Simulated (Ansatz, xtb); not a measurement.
Two isomers of CH5AlO

Structure I: `[CH3][AlH][OH]`, a singlet. Structure II: `C[O][AlH2]`, a singlet. Both are isolated molecules in the gas phase, relaxed with PBE0-D3(BJ)/pcseg-1; the shapes shown needn't be the lowest conformers.

I (Å):

```tsv
atom	x (Å)	y (Å)	z (Å)
C	-1.2257	-0.2778	0.1671
Al	0.4275	0.7116	-0.0990
O	1.8922	-0.1322	0.1921
H	0.5014	2.2325	-0.5657
H	-1.0355	-1.2898	0.5466
H	-1.7890	-0.3719	-0.7727
H	2.7697	0.2453	0.0922
H	-1.8905	0.2328	0.8785
```

II (Å):

```xyz
8

C    -0.3191    1.8806    0.0253
Al   -0.3089    1.2374   -2.7670
O    -0.0976    1.0590   -1.0847
H     0.6222    2.0370    0.5701
H    -1.0283    1.3991    0.7126
H    -0.7243    2.8675   -0.2501
H     0.0930   -0.0063   -3.6541
H    -0.8840    2.6139   -3.3175
```

Estimate which is lower in electronic energy at CCSD(T)/def2-TZVP, and by roughly how much.

The CCSD(T)/def2-TZVP calculation puts structure I lower, by 98.3 kJ/mol.

Level by level:

```csv
level,geometry,E(II) − E(I) (kJ/mol),departure from the last row (kJ/mol),"job, with rough time for the two"
GFN2-xTB,GFN2-xTB,−15.2,−113.5,"optimisation, 2 s"
HF/STO-3G,GFN2-xTB,+27.7,−70.6,"single point, 2.6 s"
r2SCAN-D4/def2-SVP,GFN2-xTB,+86.2,−12.1,"single point, 12 s"
PBE0-D3(BJ)/pcseg-1,PBE0-D3(BJ)/pcseg-1,+93.6,−4.7,"optimisation, 8 min"
HF/def2-TZVP,PBE0-D3(BJ)/pcseg-1,+83.2,−15.1,part of the CCSD(T) run
MP2/def2-TZVP,PBE0-D3(BJ)/pcseg-1,+105.9,+7.6,part of the CCSD(T) run
CCSD(T)/def2-TZVP,PBE0-D3(BJ)/pcseg-1,+98.3,,"single point, 53 s"
```

As drawn, II has 1 C–O, 1 Al–H in place of 1 C–Al, 1 O–H.

GFN2-xTB puts the two in the other order. The largest departure from CCSD(T)/def2-TZVP is that of GFN2-xTB, 113.5 kJ/mol.

With harmonic frequencies from PBE0-D3(BJ)/pcseg-1 (ideal gas, rigid rotor, one conformer each, 298.15 K, 1 atm): on the last row, ΔE + ΔZPE = +97.3 kJ/mol. A mode under 50 cm⁻¹ makes harmonic enthalpies and free energies unreliable, so none is given.

The correlated steps freeze 7 core orbitals. Codes used: Ansatz 0.2.0, xtb 6.7.1; the last row on 1 thread of Intel(R) Xeon(R) Processor @ 2.50GHz (Skylake/Cascade Lake) on a shared host.

The methylaluminium hydroxide is clearly favoured over the methoxyalane, and zero-point energy barely alters the gap. Both isomers keep a strong, polar Al–O bond, so the preference comes from the exchange of the other partners. Structure I gains a very strong O–H bond and a polar Al–C bond, which together outweigh the C–O and Al–H bonds of II. In formal terms, a hydridic hydrogen on aluminium becomes a protic one on oxygen, while carbon is reduced.

Most of the preference is already present in Hartree–Fock with the triple-zeta basis. Correlation adds to it, and MP2 overshoots that contribution. The much smaller gap with STO-3G probably reflects a minimal basis too rigid to describe polarised bonds to oxygen and aluminium. The reversed order from GFN2-xTB lies mainly in its energies rather than its structures, since r2SCAN-D4 recovers the preference at the same geometries. The gap is thermodynamic and says nothing about the barrier between the isomers.
